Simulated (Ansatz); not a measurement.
# Work function of unrelaxed K(110) films from 1 to 13 layers with PBE

Photocathodes and thermionic converters use thin alkali-metal coatings because electrons leave them easily. If the work function still depends on the number of atomic layers, uneven coverage makes emission uneven as well. We therefore follow the work function Φ of free-standing K films with (110) faces as layers are added. Φ is the vacuum level outside the slab less the Fermi level, calculated with PBE for atoms held at bulk places. The thick-film reference is the 13-layer slab, at 2.394 eV. The films have no substrate, so the results describe the effect of thickness alone and leave out the charge transfer and bonding at a real coating's interface.

## Method

Ansatz 0.2.0, plane-wave Kohn-Sham DFT with its default PAW datasets at a cutoff of 420 eV. Symmetric 1×1 slabs of 1 to 13 layers are cut at the tabulated measured lattice constant with atoms at bulk places and 18 Å of vacuum. In-plane k-spacing 0.15 Å⁻¹ (2π included), Fermi-Dirac smearing of 0.1 eV, dipole correction on. Spin-paired. Scalar-relativistic, no spin-orbit coupling. PBE. The crystal is bcc; the mesh is the same for all thicknesses of a face.

Notes on method and selection:

- Confinement between the two faces quantises the states along the normal, so values can oscillate with thickness.
- The atoms are not relaxed; free films of one to three layers would take another lattice constant.
- Runs in which the search for lower states was switched off are not listed.
- Work functions and vacuum levels are read from the electrostatic potential (Hartree and local ionic parts), which a warning of a rough exchange-correlation potential in thin density does not concern.
- Error sizes named in these notes are rules of thumb and were not measured on these runs.
- The default PAW datasets of this version of Ansatz are the set soft_2.
- Runs that did not converge, have known faults or may not be shown are not listed, and runs on Ansatz's PAW sets soft_1 and soft_2 are kept to separate tables.

Columns:

- layers: number of atomic layers.
- thickness (Å): distance between the outermost atomic planes.
- Φ (eV): work function: vacuum level outside the slab less the Fermi level.
- ΔΦ to thickest (eV): work function less that of the thickest slab of the same face.

## Computed values

| member | layers | thickness (Å) | Φ (eV) | ΔΦ to thickest (eV) |
| --- | --- | --- | --- | --- |
| 1 layer | 1 | 0.00 | 2.447 | 0.05303 |
| 2 layers | 2 | 3.70 | 2.444 | 0.04958 |
| 3 layers | 3 | 7.40 | ? | ? |
| 4 layers | 4 | 11.09 | 2.405 | 0.01121 |
| 5 layers | 5 | 14.79 | ? | ? |
| 6 layers | 6 | 18.49 | 2.389 | −0.00507 |
| 7 layers | 7 | 22.19 | 2.391 | −0.00320 |
| 8 layers | 8 | 25.89 | 2.394 | 0.00003 |
| 10 layers | 10 | 33.28 | 2.394 | −0.00024 |
| 13 layers | 13 | 44.38 | 2.394 | 0.00000 |

Cells marked ? are withheld until the estimate has been made.

## Reading the trend

Thin films have the higher work function. The single layer lies 0.053 eV above the 13-layer slab and the double layer 0.050 eV above it. Most of this excess is lost soon afterwards: between two and four layers Φ changes by (2.405 − 2.444) / 2 = −0.0195 eV per layer, and between four and six layers by (2.389 − 2.405) / 2 = −0.008 eV per layer. The six-layer film lies 0.005 eV below the reference, and the slabs of 8 and 10 layers agree with it to within 0.0003 eV.

A fall, a slight undershoot and a return are what confinement between the two faces would give. Standing waves along the normal shift the Fermi level whenever the thickness grows by half a Fermi wavelength. For free electrons, one per atom in a bcc crystal, a (110) layer spacing $d$ holds

$$\frac{k_F d}{\pi} = \frac{(6\pi^2)^{1/3}}{\sqrt{2}\,\pi} \approx 0.88$$

half-wavelengths. Because this is close to one, films of whole layers sample the oscillation slowly, with an apparent period of 1 / (1 − 0.88) ≈ 8 layers. High values at one and two layers and a low value at six fit half such a period. The undershoot is only a few meV, however, so its assignment to confinement remains tentative.

No second maximum of similar size appears at 10 layers. The electronic smearing of 0.1 eV helps to explain this, since it blurs the standing-wave levels and damps the oscillation over a length of about ħv_F/(2πkT), with kT the smearing width and v_F the Fermi velocity, which is roughly 10 Å for free electrons at the density of K. The quick settling is thus probably due in part to the chosen smearing, and a cold film could oscillate to greater thickness.

Relaxing the atoms of one film of middle thickness hardly changed Φ. That check does not cover the thinnest films, which would take another lattice constant if free.

## Blind estimate

Plain estimates from the members shown:

- 5 layers, straight-line interpolation between 4 layers and 6 layers: w = (5 − 4) / (6 − 4) = 0.500, so 2.405 + 0.500 × (2.389 − 2.405) = 2.397 eV
- 3 layers, straight-line interpolation between 2 layers and 4 layers: w = (3 − 2) / (4 − 2) = 0.500, so 2.444 + 0.500 × (2.405 − 2.444) = 2.425 eV

The slow apparent period favours a smooth curve through the neighbouring films. A straight line ignores the flattening near six layers, which matters most for the five-layer film. We use the cubic through the two nearest shown films on each side, applied to ΔΦ, the difference from the 13-layer slab.

Each film's weight is the Lagrange factor of the cubic. For the six-layer film in the five-layer estimate it is (5 − 2) × (5 − 4) × (5 − 7) / ((6 − 2) × (6 − 4) × (6 − 7)) = 0.75, and the others follow in the same way.

For five layers, from the films of 2, 4, 6 and 7 layers:

−0.05 × 0.04958 + 0.5 × 0.01121 + 0.75 × (−0.00507) − 0.2 × (−0.00320) = −0.00004 eV, so Φ = 2.394 eV.

For three layers, from the films of 1, 2, 4 and 6 layers:

−0.2 × 0.05303 + 0.75 × 0.04958 + 0.5 × 0.01121 − 0.05 × (−0.00507) = 0.0324 eV, so Φ = 2.426 eV.

The curvature thus lowers the five-layer value by 0.003 eV from the straight line and leaves the three-layer value almost where it was.

Tried on shown films, the same route gives ΔΦ too high by 0.009 eV for four layers and by 0.002 eV for six. The four-layer test bridges a gap of four layers, twice that around either withheld film, so its miss should be an upper guide. We take 0.004 eV for five layers and 0.007 eV for three, where Φ changes faster and the single layer, which has no interior, enters the curve.

**Committed estimate, 5 layers: Φ = 2.394 ± 0.004 eV.**  
**Committed estimate, 3 layers: Φ = 2.426 ± 0.007 eV.**

## Outcome

| member | layers | thickness (Å) | Φ (eV) | ΔΦ to thickest (eV) |
| --- | --- | --- | --- | --- |
| 3 layers | 3 | 7.40 | 2.429 | 0.03480 |
| 5 layers | 5 | 14.79 | 2.398 | 0.00371 |

| member | estimate | Φ (eV) | computed | estimate − computed | miss in error bars |
| --- | --- | --- | --- | --- | --- |
| 5 layers | committed | 2.394 | 2.398 | −0.004 | 1.0 |
| 5 layers | interpolation | 2.397 | 2.398 | −0.001 |  |
| 3 layers | committed | 2.426 | 2.429 | −0.003 | 0.4 |
| 3 layers | interpolation | 2.425 | 2.429 | −0.004 |  |

Both estimates fall within their error bars, the five-layer one only just. For five layers we gave 2.394 eV against a computed 2.398 eV, and the straight line, at 2.397 eV, was closer. For three layers we gave 2.426 eV against 2.429 eV, slightly better than the straight line at 2.425 eV. Over the two films the cubic was therefore no improvement.

The argument that failed is that the curve flattens between four and six layers. Φ falls by 0.01121 − 0.00371 = 0.0075 eV from four to five layers and by 0.00371 + 0.00507 = 0.0088 eV from five to six, so this stretch is nearly straight. The fall slows earlier, at four layers, and ends at six.

The expectation of a slow variation fared better. With the gaps filled, Φ falls at every step from one to six layers and shows no odd-even alternation. This agrees with an apparent confinement period of about eight layers, though an undershoot of 0.005 eV remains thin evidence for an oscillation.

## Residuals

The four-layer film departs most from a smooth course. The mean of its neighbours' ΔΦ is (0.03480 + 0.00371) / 2 = 0.0193 eV, and its own value of 0.0112 eV lies 0.008 eV lower. The step from three to four layers, −0.024 eV, is accordingly the steepest of the series.

In-plane sampling is a possible contributor. Each standing-wave band crosses the Fermi level at its own in-plane wavevector, and for a band as steep as that of K a k-spacing of 0.15 Å⁻¹ corresponds to energy steps well above the smearing of 0.1 eV. The Fermi level can then be off by some meV, in either direction and differently for each thickness, even on the same mesh. A real confinement effect of this size is also possible.

## Summary

For these unrelaxed K(110) films, Φ stays within about 0.005 eV of the 13-layer value in every slab calculated from five layers up. Between neighbouring thicknesses a straight line is adequate: it missed the two withheld films by 0.001 and 0.004 eV.

In terms of the photoemission threshold, λ = hc/Φ with hc = 1240 eV nm, the single layer gives 1240 / 2.447 = 507 nm and the thickest slab 1240 / 2.394 = 518 nm. Thickness alone thus moves the computed threshold by about 11 nm.

Two influences outside this series can exceed its whole spread of 0.058 eV. On a metal of high work function, electron transfer from an incomplete first K layer to the substrate can bring Φ below the value of thick K, roughly by 0.1 eV or more. The error of PBE itself is commonly about 0.1 eV, but it should shift all thicknesses nearly alike.
